Forcing a ferromagnet to ever larger moments should trace a smooth valley. The energy would fall slowly at first, then faster, flatten out at the preferred moment and curve smoothly upward beyond it. NiRh, here in alternating layers of nickel and rhodium, does something else. Its energy drops at once, almost stalls halfway, drops again and then jumps.

Calculated values. Ansatz 0.2.0, PBEsol with D3(BJ) dispersion and PAW potentials, for NiRh (R-3m, two atoms per cell) at fixed geometry, with collinear spins and the total cell moment held at each typed value. The plane-wave cutoff is 320 eV, the k mesh 6×6×6 and the Methfessel–Paxton smearing width 0.02 eV. Energies are free energies relative to the run held at 1.8 muB.

| cell moment typed | energy less reference (meV/atom) | cell moment (muB) |
| --- | --- | --- |
| 0 muB | -1.900 | 0.000 |
| 0.3 muB | -3.980 | 0.300 |
| 0.6 muB | -4.900 | 0.600 |
| 0.9 muB | -5.210 | 0.900 |
| 1.2 muB | -5.970 | 1.200 |
| 1.5 muB | -7.330 | 1.500 |

The cell moment typed is the total spin moment imposed on one Ni and one Rh atom, in Bohr magnetons (muB). The column cell moment repeats it, because the run holds the moment fixed. Energy less reference is counted from a run held at 1.8 muB. Every entry is negative because that reference lies highest of all, above even the nonmagnetic state, so it marks no preferred moment.

**What the slope of the energy means**

Raising the moment means turning electrons over, from minority spin to majority spin. The electrons that move must find room in higher majority levels, which costs band energy. In return, more electrons share the same spin, which gains exchange energy. The preferred moment is the one at which a further small transfer neither costs nor gains.

With the moment held fixed, each spin fills its levels up to its own Fermi level. Call these levels $\mu_\uparrow$ for the majority and $\mu_\downarrow$ for the minority. Moving a small number $\delta$ of electrons across changes the cell energy $E$ by $\delta(\mu_\uparrow-\mu_\downarrow)$. It changes the moment $M$, counted in muB, by $2\delta$, so that

$$\frac{dE}{dM}=\frac{\mu_\uparrow-\mu_\downarrow}{2}.$$

Exchange is already contained in the two levels, since each spin feels its own potential. If the majority level lies lower, electrons would flow into it once the constraint is lifted, and the moment would grow. If it lies higher, the moment would shrink. The energy curve therefore shows which way the crystal wants to go, and how strongly.

**The row at 1.5 muB: the lowest point, next to a steep wall**

At 1.5 muB the energy is 5.43 meV/atom below that of the nonmagnetic row. Going on to 1.8 muB raises it by 7.33 meV/atom. One step thus gives back more than the five before it had gained. The preferred moment at these settings lies somewhere between 1.2 and 1.8 muB, and the 1.5 muB row is only the nearest sample to it.

The size of the jump gives the mismatch of the two Fermi levels. The cell has two atoms, so its energy rises by $2\times7.33\approx14.7$ meV. Divided by the moment step of 0.3 muB and doubled, as the equation asks, this is about 98 meV. That is how far the majority level lies above the minority level, averaged over the step.

In the step before, from 1.2 to 1.5 muB, the same reckoning gives about −18 meV. The balance has therefore swung by more than 100 meV while only 0.15 electrons changed spin per step. Such a swing calls for a spin channel with few states left at its Fermi level, because a few added electrons then push that level up quickly. On a coarse mesh of k points, a chance gap between the sampled levels can act in the same way.

If the scarcity of states is real, its likely place is the top of the majority d band. Nickel and rhodium bring 19 valence electrons to the cell, and at 1.8 muB the majority spin holds 10.4 of them. Ten can sit in the d states of the two atoms, and a few tenths more belong to the broad s and p bands. By this rough count the majority d band should be nearly full. Above it come mainly s and p states, which are thinly spread in energy, so that each further electron is costly.

Elemental nickel shows the same limit in a simpler form. It has ten valence electrons, and its majority d band is full. With roughly 0.3 s and p electrons per spin, the majority holds 5.3 electrons and the minority 4.7, which leaves a moment near 0.6 muB. The moment stops there because the majority d band has no more room.

The same count for NiRh puts the full majority band at about 2.2 muB. The energy turns upward well before that, so the count gives a ceiling and doesn't locate the minimum. The comparison with nickel goes no further than this. In NiRh the nickel states mix with the broader d states of rhodium, and the top of such a band can thin out before it is full. The site moments fit a thinning d band better than a full one. The two atoms take up 0.293 muB of the last step, much as they took 0.290 muB of the step before, so there is no sign of spin moving suddenly into diffuse s and p states. This reading of the jump rests on band theory and electron counting; a density of states for each spin would test it.

**The row at 0.3 muB: nickel leads**

The site moments of the same runs show where the spin goes. In the first step, from zero to 0.3 muB, rhodium takes only 27% of the growth and nickel the rest. Over the next three steps rhodium's share is 43 to 49%, so nickel still leads, but narrowly. A lead for nickel is what the chemistry suggests. The 3d shell of nickel is compact and gains much exchange energy from parallel spins, while the wider 4d shell of rhodium gains less and is polarised largely through its bonds to nickel. The chemistry doesn't explain why rhodium's share leaps after the first step. It may depend on which levels of the mesh happen to fill, or on the zero row itself. That run alone was started without moments, and both atoms stayed at zero. A straight line through the rows at 0.3 and 0.6 muB points back to about 0.07 muB on nickel and −0.07 muB on rhodium, so the first step may join two different states.

Near the top the roles change, and rhodium takes about 61% of each of the last two steps. A likely reason is that nickel has little room left in its majority d states, whereas rhodium has one electron fewer and so more room. The change of roles doesn't by itself cause the jump, however. Rhodium already leads between 1.2 and 1.5 muB, where the energy still falls.

**The row at 0.9 muB: a shoulder not to be trusted yet**

The least regular part of the curve is the stretch up to 0.9 muB. Turning all spins over leaves the energy unchanged, so a smooth curve must start flat at zero moment and fall with the square of the moment. The second step would then be nearly three times as large as the first. In the table it is less than half as large, and the step to 0.9 muB gains a mere 0.31 meV/atom.

Part of this may come from the zero row. If a state with opposite nickel and rhodium moments lay lower there, the first step would shrink and the curve need not start flat. A real cause in the bands is also possible. The d bands of an ordered compound have narrow peaks and dips, and a Fermi level that crosses them makes the energy curve uneven. The mesh of k points can produce the same pattern, though. It replaces smooth bands by separate levels, which fill group by group as the moment grows.

A simple count shows how coarse this filling is. Each step moves 0.15 electrons from one spin to the other. That is only 2.7 times what the largest group of equivalent mesh points can hold in one band of one spin. The Fermi levels can therefore move unevenly from row to row, even if the true bands are smooth.

The sizes point the same way. Up to 1.5 muB the mean mismatch of the Fermi levels lies between 4 and 28 meV in magnitude, which is comparable with the smearing width of 20 meV or below it. In the last step it is about five times that width, but the width sets no limit on the error of the mesh. Where states are sparse, the levels of the mesh lie far apart, so the error is expected to be largest just there, and a gap between levels may make up much of the jump. The shoulder may be an artefact of the mesh altogether.

**What to do about it**

Don't lock the moment at 1.8 muB and take the result as the ground state. Release the moment instead, and start from a high value as well as a low one. Near 0.9 muB the pull towards larger moments is only a few meV, so a run that starts low may settle there too early. Of several converged states, keep the one with the lowest energy.

All these runs, the reference included, carry two warnings: the cutoff is below the advised value, and no stability check was made, so the state found may not be the lowest at its moment. No run carries a warning about its k mesh. The doubt about the mesh rests on the count of electrons moved per step, and on the data makers' tests on other systems, which class such a mesh as coarse. The PAW datasets, moreover, were made for PBE and not for the PBEsol used here, which may matter for energy differences this small. A run caught in a higher state would lift its own point, which could make the shoulder or add to the jump. Restart each point from different site moments, the zero row from opposite ones, and keep the lowest energy. Repeat the curve with a denser mesh and a higher cutoff, and with closer steps between 1.2 and 1.8 muB. A shoulder that fades as the mesh grows denser was made by the mesh. One that settles and stays deserves a look at the density of states. The height of the jump needs the same test. Even then it belongs to this ordered cell at a fixed geometry, which may be unrelaxed or hypothetical, and a disordered alloy may behave differently.

Read the gain of 5.43 meV/atom for what it is. It compares a ferromagnet with a state in which both atoms have lost their moments. A warm paramagnet usually keeps local moments that point in changing directions, so this energy gives no Curie temperature. Semilocal functionals also tend to favour weak metallic magnetism too much, which matters when the whole gain is so small.

For a related metal, begin with the electron count. As long as the majority d band has room, a larger moment can pay for itself through exchange. Once that band is nearly full, expect a steep rise in energy rather than a gentle one. The program's output below lists the steps and Fermi-level differences used here; they are plain differences between runs, with no row fitted.

The analysis program printed:

```
steps from the row above:
      row  energy step meV/atom  mean majority less minority Fermi level meV  Ni moment step muB  Rh moment step muB  Rh share of step
  0.3 muB                 -2.08                                       -27.73              0.2266             0.08333            0.2689
  0.6 muB                 -0.92                                       -12.27              0.1543              0.1493            0.4917
  0.9 muB                 -0.31                                       -4.133              0.1672               0.138            0.4521
  1.2 muB                 -0.76                                       -10.13              0.1678              0.1274            0.4316
  1.5 muB                 -1.36                                       -18.13              0.1137              0.1764             0.608
energy step from 1.5 to 1.8 muB, meV/atom: 7.33
mean majority less minority Fermi level from 1.5 to 1.8 muB, meV: 97.73
Ni moment step from 1.5 to 1.8 muB, muB: 0.1124
Rh moment step from 1.5 to 1.8 muB, muB: 0.1807
Rh share of the step from 1.5 to 1.8 muB: 0.6165
energy gain from 0 to 1.5 muB, meV/atom: 5.43
last rise over whole gain: 1.35
second energy step over first (3 for a quadratic start): 0.4423
majority valence electrons per cell at 1.5 muB: 10.25
majority valence electrons per cell at 1.8 muB: 10.4
rough moment with full majority d band, muB: 2.2
electrons moved between spins per step: 0.15
electrons moved per step over content of largest group of mesh points: 2.7
```
